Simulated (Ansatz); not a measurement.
A series in volume scale on TaN

Results calculated with Ansatz 0.2.0, not measured. Free energy against uniform scaling of the volume at fixed shape and fractions; periodic cell, basis, potentials, k mesh and filling as listed.

The cell before it is scaled or strained (space group P-62m, No. 189):
```
TaN
1.0
      5.1960     0.0000     0.0000
     -2.5980     4.4999     0.0000
      0.0000     0.0000     2.9110
Ta N
3 3
Direct
  0.33333 0.66667 0.50000
  0.66667 0.33333 0.50000
  0.00000 0.00000 0.00000
  0.39285 0.00000 0.00000
  0.60715 0.60715 0.00000
  0.00000 0.39285 0.00000
```

Settings of every row: functional PBEsol; dispersion none; potentials PAW; wave cutoff 550 eV; density cutoff 2200 eV; k mesh 5x5x8; k shift 0x0x0; occupations fermi dirac; smearing width 0.05 eV; spin none.

Limits: coarse k mesh, up to 40 meV an atom off; no spin-orbit coupling, which can matter with elements this heavy.

| row | volume scale | V (Å³/atom) | pressure (GPa) | energy above lowest point (meV/atom) |
| --- | --- | --- | --- | --- |
| 1 | 0.9 | 10.21 | 38.33 | 109.2 |
| 2 | 0.925 | 10.493 | 25.62 | 52.9 |
| 3 | 0.95 | 10.777 | 14.5 | 17.6 |
| 4 | 0.975 | 11.06 | 4.76 | 0.7 |
| 5 | 1 | 11.344 | -3.76 | 0 |
| 6 | 1.025 | 11.628 | -11.22 | 13.4 |
| 7 | 1.05 | 11.911 | -17.75 | 39.2 |
| 8 | 1.075 | 12.195 | -23.46 | 75.8 |
| 9 | 1.1 | 12.478 | ? | ? |

Question: what pressure and energy above lowest point should row 9 give?

Worked fit of pressure. Take u = (V_r/V)^(2/3) − 1 with V_r = 11.202 Å³ an atom, which is twice the finite (Eulerian) strain; such expansions in the strain, on which the Birch-Murnaghan equation of state is built, carry the rest volume and the bulk modulus. The shown rows have u = 0.06377, 0.04455, 0.02612, 0.00854, -0.00836, -0.02458, -0.04009, -0.05505. Least squares give pressure = 0.364 + 504.46 × u + 1358.9 × u² + 1038 × u³ GPa; a parabola predicts inner rows, each left out in turn, worse (root mean square 0.055 against 0.015 GPa). The rows lie off it by 0.00, -0.01, 0.01, -0.01, 0.00, 0.01, -0.01, 0.00. The pressure vanishes at u = -0.0007, or V = 11.21 Å³ an atom, and there the bulk modulus at fixed shape and fractions is B = −V dP/dV = (2/3)(1 + u) dP/du = 335 GPa. Letting shape and atoms relax would as a rule lower it, by much in layered, chain or molecular crystals. The withheld row has u = -0.06939, so the fit gives 0.364 + 504.46 × (-0.06939) + 1358.9 × (-0.06939)² + 1038 × (-0.06939)³ = -28.44 GPa.

The calculation gave -28.45 GPa. The fit lies 0.01 GPa (0.015 % of the column's range) above it, one unit of the last digit. This row lies beyond the range of the fit.

Worked fit of energy above lowest point. Take u = (V_r/V)^(2/3) − 1 with V_r = 11.202 Å³ an atom, which is twice the finite (Eulerian) strain; such expansions in the strain, on which the Birch-Murnaghan equation of state is built, carry the rest volume and the bulk modulus. The shown rows have u = 0.06377, 0.04455, 0.02612, 0.00854, -0.00836, -0.02458, -0.04009, -0.05505. Least squares give energy above lowest point = −1.53 + 38.7 × u + 26409 × u² + 3325 × u³ meV/atom; a parabola predicts inner rows, each left out in turn, worse (root mean square 0.17 against 0.049 meV/atom). The rows lie off it by 0.0, 0.0, 0.0, 0.0, 0.0, 0.0, 0.1, 0.0. Its lowest point lies at u = -0.0007, or V = 11.21 Å³ an atom, and the curvature there gives the bulk modulus at fixed shape and fractions, B = (4/9)(1 + u)² E″(u)/V = 335 GPa. Letting shape and atoms relax would as a rule lower it, by much in layered, chain or molecular crystals. The withheld row has u = -0.06939, so the fit gives −1.53 + 38.7 × (-0.06939) + 26409 × (-0.06939)² + 3325 × (-0.06939)³ = 121.8 meV/atom.

The calculation gave 121.8 meV/atom. The fit meets it to the printed digit. This row lies beyond the range of the fit.
